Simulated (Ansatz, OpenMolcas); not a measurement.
## C2H7Al (SMILES [CH3][AlH][CH3]): the HOMO–LUMO gap, rung by rung

C2H7Al has 10 atoms, charge 0, and is taken as a singlet. As SMILES, `[CH3][AlH][CH3]`. The shape is that of a PBE0-D4/def2-TZVP optimisation.

Each level gives the HOMO–LUMO gap (eV). The values are calculated.

```json
{"level": "SVWN5/def2-SVPD", "kind": "LDA", "program": "OpenMolcas", "value (eV)": "4.78"}
{"level": "BLYP/def2-SVPD", "kind": "GGA", "program": "Ansatz", "value (eV)": "4.86"}
{"level": "PBE/def2-SVPD", "kind": "GGA", "program": "Ansatz", "value (eV)": "4.90"}
{"level": "revPBE/def2-SVPD", "kind": "GGA", "program": "Ansatz", "value (eV)": "4.97"}
{"level": "r2SCAN/def2-SVPD", "kind": "meta-GGA", "program": "OpenMolcas", "value (eV)": "5.52"}
{"level": "B3LYP/def2-SVPD", "kind": "global hybrid", "program": "OpenMolcas", "value (eV)": "6.51"}
{"level": "BHLYP/def2-SVPD", "kind": "global hybrid", "program": "Ansatz", "value (eV)": "8.92"}
{"level": "M06-2X/def2-SVPD", "kind": "hybrid meta-GGA", "program": "OpenMolcas", "value (eV)": "8.63"}
```

The values span 4.78 to 8.92 eV. Orbital gaps aren't excitation energies; they tend to grow with the share of exact exchange.

The density-gradient corrections barely move the gap: the LDA and the three GGAs lie between 4.78 and 4.97 eV. r2SCAN opens it to 5.52 eV, and the hybrids widen it much further. The series BLYP, B3LYP, BHLYP shows this most clearly, probably because nonlocal exchange binds the occupied orbitals more strongly while leaving the empty ones comparatively high. M06-2X breaks a simple ordering by exact exchange, since it contains slightly more than BHLYP yet gives the smaller gap.

In the monomer, trivalent aluminium has an electron sextet. The HOMO is therefore expected to be Al–C and Al–H σ bonding, weighted towards carbon and hydrogen, and the LUMO to be largely the vacant aluminium 3p orbital perpendicular to the bonding plane. That low-lying acceptor orbital underlies the molecule's Lewis acidity, but the size of the gap alone does not measure acceptor strength. Nor do these values carry over to the hydride-bridged oligomers that dimethylaluminium hydride readily forms, where bridging engages the vacant orbital.
